Dear colleague,

The factor $1+\lambda$ in the Sommerfeld coefficient of normal lead enters the free energy exactly once, although five terms of the grand potential each contain $\lambda$, with different signs. Picking the wrong subset gives $1+2\lambda$, or just $1$. I derive the functional that does the bookkeeping, show what it conserves, and then evaluate it. I use $\hbar=k_B=1$ until the numbers.

## 1. Premises and conventions

For a crystal of $N$ atoms, with phonon branch indices suppressed,

$$H=\sum_{k\sigma}\xi_k c^\dagger_{k\sigma}c_{k\sigma}+\sum_q\omega_q\left(b_q^\dagger b_q+\tfrac12\right)+\frac1{\sqrt N}\sum_{kq\sigma}g_{k,q}\,c^\dagger_{k+q\sigma}c_{k\sigma}\,\phi_q ,$$

with $\phi_q=b_q+b^\dagger_{-q}$ and $\xi_k$ measured from $\mu$. The premises are: bare phonons are harmonic; the coupling is linear in $\phi$; Coulomb effects are already contained in $\xi_k$ and $g$; the state is normal; a static mean displacement $\langle\phi\rangle$ has been absorbed into $\xi_k$.

The propagators are $G=-\langle T_\tau c(\tau)c^\dagger\rangle$ and $D=-\langle T_\tau\phi_q(\tau)\phi_{-q}\rangle$. With $\omega_n=(2n+1)\pi T$ and $\nu_m=2m\pi T$ the free ones are

$$G_0=\frac1{i\omega_n-\xi_k},\qquad D_0=-\frac{2\omega_q}{\nu_m^2+\omega_q^2}.$$

Self-energies are defined by $\Sigma=G_0^{-1}-G^{-1}$ and $\Pi=D_0^{-1}-D^{-1}$. Tr means $T\sum_{nk\sigma}e^{i\omega_n0^+}$ for electrons and $T\sum_{mq}$ for phonons. Traces of logarithms are normalised so that they give the free grand potentials when $G=G_0$, $D=D_0$.

## 2. The functional and its stationarity

Write $e^{-\Omega/T}=\int e^{-S}$ with $S=-\sum\bar cG_0^{-1}c-\frac12\sum\phi D_0^{-1}\phi+S_{\rm int}$. The factor $\frac12$ appears because $\phi$ is a real field, $\phi_q^\dagger=\phi_{-q}$. Change $G_0^{-1}$ and $D_0^{-1}$ arbitrarily at fixed $g$. Then $\delta\Omega=T\langle\delta S\rangle$, and since $\langle\bar cc\rangle=G$ and $\langle\phi\phi\rangle=-D$,

$$\delta\Omega=-{\rm Tr}\,G\,\delta G_0^{-1}+\tfrac12{\rm Tr}\,D\,\delta D_0^{-1}.\tag{1}$$

Now define $\Phi$ as whatever is needed to make the following equation true:

$$\Omega=-{\rm Tr}\left[\ln(-G^{-1})+G_0^{-1}G-1\right]+\tfrac12{\rm Tr}\left[\ln(-D^{-1})+D_0^{-1}D-1\right]+\Phi.\tag{2}$$

Note $G_0^{-1}G-1=\Sigma G$ and $D_0^{-1}D-1=\Pi D$. Vary (2), using $\delta\,{\rm Tr}\ln(-G^{-1})=-{\rm Tr}\,G^{-1}\delta G$:

$$\delta\Omega=-{\rm Tr}\,G\,\delta G_0^{-1}+\tfrac12{\rm Tr}\,D\,\delta D_0^{-1}-{\rm Tr}\,\Sigma\,\delta G+\tfrac12{\rm Tr}\,\Pi\,\delta D+\delta\Phi .$$

The first two terms exhaust (1), so the rest vanishes:

$$\delta\Phi={\rm Tr}\,\Sigma\,\delta G-\tfrac12{\rm Tr}\,\Pi\,\delta D,\qquad\text{i.e.}\quad\Sigma=\frac{\delta\Phi}{\delta G},\quad\Pi=-2\frac{\delta\Phi}{\delta D}.\tag{3}$$

If the map from $(G_0,D_0)$ to $(G,D)$ is invertible, as it is order by order in $g$, then $\Phi$ depends only on $G$, $D$ and $g$. Expressed through full lines, $\Sigma$ has no self-energy insertions, so $\Phi$ is the sum of closed skeleton diagrams. This is the construction of Luttinger and Ward (1960) with a second propagator.

Read (2) next as a functional of trial $G$ and $D$ at fixed $G_0$, $D_0$. Its variation is $-{\rm Tr}(G_0^{-1}-G^{-1}-\delta\Phi/\delta G)\,\delta G+\frac12{\rm Tr}(D_0^{-1}-D^{-1}+2\,\delta\Phi/\delta D)\,\delta D$, which vanishes precisely when both Dyson equations hold with the self-energies (3). This step uses no property of the exact $\Phi$. A $\Phi$-derivable approximation keeps some diagrams in $\Phi$ and solves the stationarity conditions. One gain is immediate: $\mu$ occurs explicitly only in $G_0^{-1}$, so $-\partial\Omega/\partial\mu={\rm Tr}\,G$, and the thermodynamic particle number equals the one from $G$.

## 3. The lowest skeleton

Because (2) is stationary and $G-G_0$, $D-D_0$ are $O(g^2)$, inserting free propagators changes $\Omega$ only at $O(g^4)$. Hence $\Phi$ at order $g^2$ is the second-order term $-\frac T2\langle S_{\rm int}^2\rangle_c$ with full lines substituted. Wick's theorem gives $-D$ for the phonon pair and, per spin, $\langle\bar c_1c_2\rangle\langle c_1\bar c_2\rangle=-G(2,1)G(1,2)$ for the connected density correlator. The two signs cancel:

$$\Phi_1=-\frac{T^2}{2N}\sum_{\sigma}\sum_{kn,\,qm}|g|^2\,G(k)\,G(k+q)\,D(q),\tag{4}$$

where $k$ and $q$ in the arguments include frequency. A test of sign and factor: one spinless level $\epsilon$ coupled to one oscillator has the exact occupied energy $\epsilon-g^2/\omega$, so $\Omega^{(2)}=-g^2f/\omega$ with $f$ the Fermi function. In (4) only $m=0$ survives, with $T\sum_nG_0^2=-f(1-f)/T$ and $D_0=-2/\omega$, giving $-g^2f(1-f)/\omega$. The remainder, $-g^2f^2/\omega$, is the mean-displacement term that the premises removed.

Differentiating (4) according to (3), where $G$ occurs twice and $D$ once,

$$\Sigma(k)=-\frac TN\sum_{q m}|g|^2D(q)G(k+q),\qquad\Pi(q)=\frac{2T}N\sum_{kn}|g|^2G(k)G(k+q).\tag{5}$$

The 2 in $\Pi$ is the spin sum. These are the self-consistent Migdal equations, with bare vertices and dressed lines. Since $\Phi_1$ is homogeneous of degree two in $G$ and one in $D$,

$$\Phi_1=\tfrac12{\rm Tr}\,\Sigma G=-\tfrac12{\rm Tr}\,\Pi D.\tag{6}$$

## 4. What is conserved

Conservation concerns real time, so continue to the Keldysh contour, with $G=-i\langle T_Cc\,c^\dagger\rangle$ and $D=-i\langle T_C\phi\phi\rangle$. On the branch $z=-i\tau$ each contour function, self-energies included, is $i$ times its Matsubara form. For a site-local coupling $g$ (5) becomes $\Sigma_{ij}(1,2)=ig^2G_{ij}(1,2)D_{ij}(1,2)$ and $\Pi_{ij}(1,2)=-ig^2\sum_\sigma G_{ij}(1,2)G_{ji}(2,1)$. Let $h$ be the hopping matrix, constant once a pump pulse has passed. Take $t_2$ later on the contour than $t_1$, so that no delta function appears. With $A=\int\Sigma G$ and $B=\int G\Sigma$ the Dyson equations are

$$i\partial_1G-hG=A,\qquad-i\partial_2G-Gh=B .$$

**Number.** Subtract them, take the diagonal element $ii$ and set $t_1=t_2=t$. The left side is the continuity equation for $n_i=-iG_{ii}$, and the source is $A_{ii}-B_{ii}$. Both terms equal $ig^2\sum_j\int dz\,G_{ij}(t,z)G_{ji}(z,t)D_{ij}(t,z)$, because $D_{ji}(z,t)=D_{ij}(t,z)$. The source vanishes for any symmetric $D$, self-consistent or not.

**Energy.** Define one function of three times,

$$K(t_1,t_2;t_3)=g^2\sum_{ij\sigma}\int dz\,G_{ij}(t_1,z)\,G_{ji}(z,t_2)\,D_{ij}(t_3,z).$$

Then $-i\,{\rm tr}A(t_1,t_2)=K(t_1,t_2;t_1)$ and $-i\,{\rm tr}B(t_1,t_2)=K(t_1,t_2;t_2)$, with tr over sites and spin. The equation of motion of $c$ identifies $E_{\rm int}=-i\,{\rm tr}A(t,t)=K(t,t;t)$. Apply $\partial_2$ to the first Dyson equation and $\partial_1$ to the second, add and trace. The mixed derivatives cancel, and with $E_e=-i\,{\rm tr}\,hG$,

$$\dot E_e=i\,{\rm tr}(\partial_2A+\partial_1B)=-(\partial_1+\partial_2)K .$$

For a mode of frequency $\omega$, $\dot\phi=-i\omega(b-b^\dagger)$ because $\phi$ commutes with the coupling. So $E_{\rm ph}=\langle\dot\phi^2+\omega^2\phi^2\rangle/4\omega=(i/4\omega)(\partial_1\partial_2+\omega^2)D$. The phonon Dyson equations are $-(\partial_1^2+\omega^2)D/2\omega=\int\Pi D$ and $-(\partial_2^2+\omega^2)D/2\omega=\int D\Pi$. Using $(\partial_1+\partial_2)(\partial_1\partial_2+\omega^2)=\partial_2(\partial_1^2+\omega^2)+\partial_1(\partial_2^2+\omega^2)$ and summing over modes,

$$\dot E_{\rm ph}=-\tfrac i2\,{\rm tr}\left(\partial_2\!\int\!\Pi D+\partial_1\!\int\!D\Pi\right)=-\partial_3K ,$$

since ${\rm tr}\int\Pi D=-iK(t_1,t_1;t_2)$ and ${\rm tr}\int D\Pi=-iK(t_2,t_2;t_1)$. The chain rule gives $\dot E_{\rm int}=(\partial_1+\partial_2+\partial_3)K$; the contour position of $t_3$ is immaterial since $D$ is continuous at equal times. The three rates add to zero. Total energy is conserved because $\Sigma$ and $\Pi$ come from the same $K$, that is, from the same $\Phi$. Baym (1962) gave the general argument for $\Phi$-derivable schemes. If the pulse drives a mean displacement, it must be propagated by its own equation of motion and its energy included.

**Frozen phonons.** Fix $D$ at a free equilibrium form. The functional stays stationary in $G$, and the number argument is untouched. But now $\dot E_{\rm ph}=0$, and $\dot E_e+\dot E_{\rm int}=\partial_3K$, which out of equilibrium is in general nonzero. Energy leaves the electrons and is credited nowhere: the phonons act as an external bath that never heats up.

## 5. Evaluation for a wide band

Further premises: the density of states $N_0$ per spin and atom is constant over energies much larger than $T$ and the phonon frequencies, and $\Sigma$ depends on frequency only. Then $\mu$ is independent of $T$, and $\Omega$ and the free energy have the same $T$ dependence.

**Static softening first.** Let $\Pi_s(q)$ be the static polarisation at $T=0$, a fixed set of numbers, and set $\tilde D^{-1}=D_0^{-1}-\Pi_s$. Then

$$\tilde D=-\frac{2\omega_q}{\nu_m^2+\Omega_q^2},\quad\Omega_q^2=\omega_q^2+2\omega_q\Pi_s,\quad|g|^2\tilde D=-|\tilde g|^2\frac{2\Omega_q}{\nu_m^2+\Omega_q^2},$$

with $|\tilde g|^2=|g|^2\omega_q/\Omega_q$. The $\Omega_q$ are what neutron scattering sees. Substituting $D_0^{-1}=\tilde D^{-1}+\Pi_s$ in (2) leaves its form intact, with $D_0\to\tilde D$ and $\Phi_1\to\tilde\Phi=\Phi_1+\frac12{\rm Tr}\,\Pi_sD$. By (6), $\tilde\Phi=-\frac12{\rm Tr}\,\delta\Pi\,D$ with $\delta\Pi=\Pi-\Pi_s$. The added term does not depend on $G$, so $\Sigma$ is unchanged. Freezing at $D=\tilde D$ now costs only second order in $\delta\Pi$, by stationarity. Freezing at the bare $D_0$ costs second order in the whole of $\Pi$, which is not small. For an Einstein mode with constant $g$ and the long-wavelength value $\Pi_s=-2N_0g^2$ used at all $q$, put $\lambda_0=2N_0g^2/\omega$. Then $\Omega^2=\omega^2(1-2\lambda_0)$ and $\lambda=2N_0\tilde g^2/\Omega=\lambda_0/(1-2\lambda_0)$.

**Electron self-energy.** Write $\Sigma=-is_n$. As long as $\omega_n+s_n$ has the sign of $\omega_n$, $\int d\xi\,G=-i\pi\,{\rm sgn}\,\omega_n$ whatever $s_n$ is. Define

$$\alpha^2F(\Omega)=\frac1{N_0N^2}\sum_{kq}|\tilde g|^2\delta(\xi_k)\delta(\xi_{k+q})\delta(\Omega-\Omega_q),\qquad\lambda(\nu)=\int\!d\Omega\,\frac{2\Omega\,\alpha^2F(\Omega)}{\Omega^2+\nu^2},$$

and $\lambda=\lambda(0)$. With $D=\tilde D$, (5) gives $s_n=\pi T\sum_{n'}\lambda(\omega_n-\omega_{n'})\,{\rm sgn}\,\omega_{n'}$. The terms pair off except those with $|\omega_n-\omega_{n'}|<|\omega_n|$, so $s_n$ has the sign of $\omega_n$, and $s_n\to\lambda\omega_n$ at low frequency and temperature: the mass is $m(1+\lambda)$.

**The electron terms.** Differentiating with respect to $s_n$ under the integral gives $\int d\xi\,\ln(G^{-1}G_0)=\pi|s_n|$, while $\int d\xi\,\Sigma G=(-is_n)(-i\pi\,{\rm sgn}\,\omega_n)=-\pi|s_n|$. The two cancel, so the first bracket of (2) keeps its free value, $-\frac12\gamma_0T^2$ per atom with $\gamma_0=\frac{2\pi^2}3N_0$. The flat-band integral fails for $|\omega_n|$ near the bandwidth. The bracket is second order in $\Sigma$, so that region gives about $N_0s_\infty^2$ with $s_\infty\sim\lambda\Omega$, a relative change of order $\lambda^2N_0\Omega$ in the lattice term.

**The dynamic polarisation.** For $|\nu_m|\ll v_Fq$, $\xi_k$ and $\xi_{k+q}$ are independent integration variables with weight $J_q=N^{-1}\sum_k|g|^2\delta(\xi_k)\delta(\xi_{k+q})$. Each integral gives $-i\pi\,{\rm sgn}$, and the two signs differ for exactly $|m|$ values of $n$:

$$\Pi=-2\pi^2J_q\,T\sum_n{\rm sgn}\,\omega_n\,{\rm sgn}(\omega_n+\nu_m)=-2\pi^2J_q\Big[T\sum_n1-\frac{|\nu_m|}\pi\Big].$$

The constant comes from band-scale energies and belongs to $\Pi_s$. What remains is the damping $\delta\Pi=2\pi J_q|\nu_m|$, which contains no $s_n$.

**The interaction free energy.** Per atom, using the definition of $\alpha^2F$,

$$\Delta F=-\frac1{2N}{\rm Tr}\,\delta\Pi\,\tilde D=\pi N_0T\sum_m|\nu_m|\,\lambda(\nu_m).\tag{7}$$

For $y(\nu)=\nu\lambda(\nu)$ the Euler–Maclaurin formula gives $2T\sum_{m\ge1}y(2\pi Tm)=\frac1\pi\int_0^\infty y\,d\nu-\frac\pi3T^2y'(0)+\dots$, and $y'(0)=\lambda$. Thus $\Delta F=-\frac{\pi^2}3N_0\lambda T^2=-\frac12\lambda\gamma_0T^2$ plus a constant.

## 6. Counting once

To first order in $\delta\Pi\,\tilde D$ the five terms contribute as follows, in units of $\Delta F$, on top of free electrons and free phonons of frequency $\Omega_q$. Rows one and two also carry equal and opposite static parts, proportional to ${\rm Tr}\,\Pi_sD$, which I omit.

| term | $D$ self-consistent | $D=\tilde D$ |
|---|---|---|
| $-{\rm Tr}\ln(-G^{-1})$ | $+2$ | $+2$ |
| $-{\rm Tr}\,\Sigma G$ | $-2$ | $-2$ |
| $\tilde\Phi$ | $+1$ | $+1$ |
| $\frac12{\rm Tr}(\tilde D^{-1}D-1)$ | $-1$ | $0$ |
| $\frac12{\rm Tr}\ln(-D^{-1})$ | $+1$ | $0$ |

Row two follows from (6), since ${\rm Tr}\,\Sigma G=2\Phi_1$. Row one is its negative by the cancellation above. Row four is $\frac12{\rm Tr}\,\delta\Pi\,D$. Row five is the linear term of $\frac12{\rm Tr}\ln(1-\tilde D\,\delta\Pi)$. Both columns sum to one, and

$$C=\gamma T+C_{\rm latt}[\Omega_q],\qquad\gamma=\tfrac{2\pi^2}3N_0(1+\lambda)\qquad(T\to0).\tag{8}$$

The term $\lambda\gamma_0T$ may be called the heat capacity of heavy electrons or that of damped phonons. It is one object, and there are three ways to miscount it. Keeping row one alone, or adding row five to quasiparticles of mass $m(1+\lambda)$, gives $1+2\lambda$. Using for $N_0$ a density of states read from calorimetry gives $(1+\lambda)^2$.

The third way is to freeze $D$ and compute $\langle H\rangle$ instead of $\Omega$. Then $E_{\rm int}={\rm Tr}\,\Sigma G$ contributes $2\Delta F$. In $E_e={\rm Tr}\,\xi G$, $\int d\xi\,\xi G={\rm const}+\pi|\omega_n+s_n|$, so the interaction part is the negative of that. Static parts scale with ${\rm Tr}\,\tilde D$ and have no $T^2$ term. The factor comes out as $1$. The missing energy $\frac12\lambda\gamma_0T^2$ is, at order $g^2$, stored in the phonons: the Hellmann–Feynman theorem gives $\delta E_{\rm ph}=\Omega\,\partial\Delta F/\partial\Omega=-\Delta F$ for the $T^2$ part, since $\lambda\propto g^2/\Omega$. This is the equilibrium face of the bath of section 4.

## 7. Temperature dependence

For an Einstein mode $\lambda(\nu)=\lambda\Omega^2/(\Omega^2+\nu^2)$. With $x=\Omega/2\pi T$, (7) is $N_0\lambda\Omega^2\sum_{m=1}^Mm/(m^2+x^2)$, and the sum equals ${\rm Re}[\psi(M+1+ix)-\psi(1+ix)]$, $\psi$ being the digamma function. The cutoff $\nu_c=2\pi TM\sim v_Fq$ is independent of $T$, and for $M\gg x$, ${\rm Re}\,\psi(M+1+ix)\to\ln M=\ln(\nu_c/\Omega)+\ln x$. Dropping the constant,

$$\Delta F=N_0\lambda\Omega^2u(x),\qquad u=\ln x-{\rm Re}\,\psi(1+ix).$$

With $dx/dT=-x/T$, the entropy is $\Delta S=N_0\lambda\Omega^2xu'/T$ and $\Delta C=T\,d\Delta S/dT=-N_0\lambda\Omega^2(2xu'+x^2u'')/T$. Insert $u'=1/x+{\rm Im}\,\psi'$, $u''=-1/x^2+{\rm Re}\,\psi''$ and $\Omega^2/T^2=4\pi^2x^2$:

$$\frac{C_{\rm el}}{T}=\gamma_0[1+\lambda\eta(x)],\quad\eta=-6x^2\left[1+2x\,{\rm Im}\,\psi'(1+ix)+x^2{\rm Re}\,\psi''(1+ix)\right],\tag{9}$$

where $C_{\rm el}=\gamma_0T+\Delta C$. At low $T$, $u=-1/12x^2-1/120x^4-\dots$ gives $\eta=1+3/5x^2=1+\frac{12\pi^2}5T^2/\Omega^2$. At high $T$, $\eta\to-6x^2$ and $\Delta S\propto1/T\to0$, so $\int_0^\infty\Delta C\,dT/T=0$: the enhancement at low $T$ is repaid by a deficit above. For a general spectrum $\lambda\eta$ becomes $\int d\Omega\,(2\alpha^2F/\Omega)\,\eta(\Omega/2\pi T)$.

## 8. Range of validity

Equations (1) to (3) are exact under the premises of section 1. Conservation holds for the self-consistent solution of (5) at any coupling, and says nothing about accuracy. Equations (7) to (9) need, in addition:

- Small $\lambda N_0\Omega$. This measures the first omitted skeleton (the vertex correction, after Migdal 1958) and the $T^2$ term that arises from the temperature dependence of the static polarisation, both relative to the terms kept.
- Small damping. For an Einstein mode the $q$-average of $|\tilde D\,\delta\Pi|$ is $2\pi N_0|\nu|\lambda(\nu)$, at most $\pi\lambda N_0\Omega$.
- A density of states smooth on the scale of $T$ and $\Omega$, little anisotropy, and a stable lattice, $\Omega_q^2>0$.
- Dressed frequencies used as $\Omega_q$, never as $\omega_q$. In a real metal the static screening involves the Coulomb interaction, so the relation between $\lambda_0$ and $\lambda$ above only illustrates the size of the issue.
- Negligible anharmonicity, and the normal state, which below $T_c$ requires a field above the critical one.

Acoustic modes with $\alpha^2F=\lambda\Omega^2/\Theta^2$ below a Debye cutoff $\Theta$ make $\int2\alpha^2F\,d\Omega/\Omega^3$ logarithmic, cut off at $\Omega\sim T$. The correction becomes $\frac{24\pi^2}5\lambda\gamma_0(T^3/\Theta^2)\ln(\Theta/T)$ to logarithmic accuracy. Its ratio to the Debye term $\frac{12\pi^4}5(T/\Theta)^3$ is $\frac43\lambda N_0\Theta\ln(\Theta/T)$.

## 9. Numbers for normal lead

As inputs I take the typical values $\lambda\approx1.55$ and a band density of states $N_0\approx0.25$ states per eV, spin and atom. I chose this pair so that it reproduces the typical size of $\gamma$ in lead, so what follows is the model's result and tests nothing about the metal. For the lattice I use the compiled Debye temperature $\Theta=105$ K (as listed by Wikipedia, temperature not stated). The Debye-shaped $\alpha^2F$ above has $\ln\omega_{\log}=(2/\lambda)\int\alpha^2F\ln\Omega\,d\Omega/\Omega$, so $\omega_{\log}=\Theta e^{-1/2}=63.7$ K. I set the Einstein frequency close to this, at $20\pi$ K $=62.8$ K or $5.41$ meV, so that $x=10\,{\rm K}/T$.

The small parameters are $\lambda N_0\Omega=0.002$, $\pi\lambda N_0\Omega=0.007$ and $\frac43\lambda N_0\Theta=0.005$. In the Einstein illustration of softening, $\lambda=1.55$ means $\lambda_0=\lambda/(1+2\lambda)=0.378$ and $\Omega/\omega=0.494$. Freezing at the bare $D_0$ would give a factor $1.378$ in place of $2.55$. Feeding $1.55$ in as $\lambda_0$ and letting $D$ relax would give $1-2\lambda_0=-2.1$, a spurious instability from softening the phonons twice.

In molar units $\gamma_0=\frac{2\pi^2}3k_B^2N_AN_0=1.179$ mJ mol$^{-1}$ K$^{-2}$, and (8) gives $\gamma=3.01$ in the same unit; the last figures serve only internal comparison. The miscounts give $4.83$ for $1+2\lambda$, which is 61 per cent high, $7.7$ for $(1+\lambda)^2$, and $1.179$ for the frozen $\langle H\rangle$. From (9):

| $T$ (K) | $x$ | $\eta$ | $C_{\rm el}/T$ (mJ mol$^{-1}$ K$^{-2}$) |
|---|---|---|---|
| 2.5 | 4 | 1.041 | 3.08 |
| 5 | 2 | 1.229 | 3.42 |
| 10 | 1 | 1.319 | 3.59 |
| 20 | 0.5 | $-0.051$ | 1.09 |
| 40 | 0.25 | $-0.233$ | 0.75 |

A spectrum spread over transverse and longitudinal modes averages $\eta$ over $x$ and flattens the maximum, so take the shape from the table and not its digits.

For your fit of $C/T$ against $T^2$, the Debye slope is $\beta=12\pi^4R/5\Theta^3=1.679$ mJ mol$^{-1}$ K$^{-4}$, and $\beta T^2$ overtakes $\gamma$ at $1.34$ K. The electronic rise adds $\frac35\lambda\gamma_0/(10\,{\rm K})^2=0.011$ to that slope, or $0.65$ per cent, comparable with the small parameters listed and hence an order of magnitude only. At 40 K, $\Delta C=-17$ mJ mol$^{-1}$ K$^{-1}$ sits under a Debye term of $18$ J mol$^{-1}$ K$^{-1}$. The intercept is therefore the robust quantity, and it fixes the product $N_0(1+\lambda)$ and not $\lambda$ alone.

The same counting applies to aluminium wiring. With typical $\lambda\approx0.43$ and $N_0\approx0.20$ per eV, spin and atom, again chosen to give the typical $\gamma$, the model has $\gamma_0=0.943$ and $\gamma=1.35$ mJ mol$^{-1}$ K$^{-2}$, while counting $\lambda$ twice would give $1.75$, which is 30 per cent high.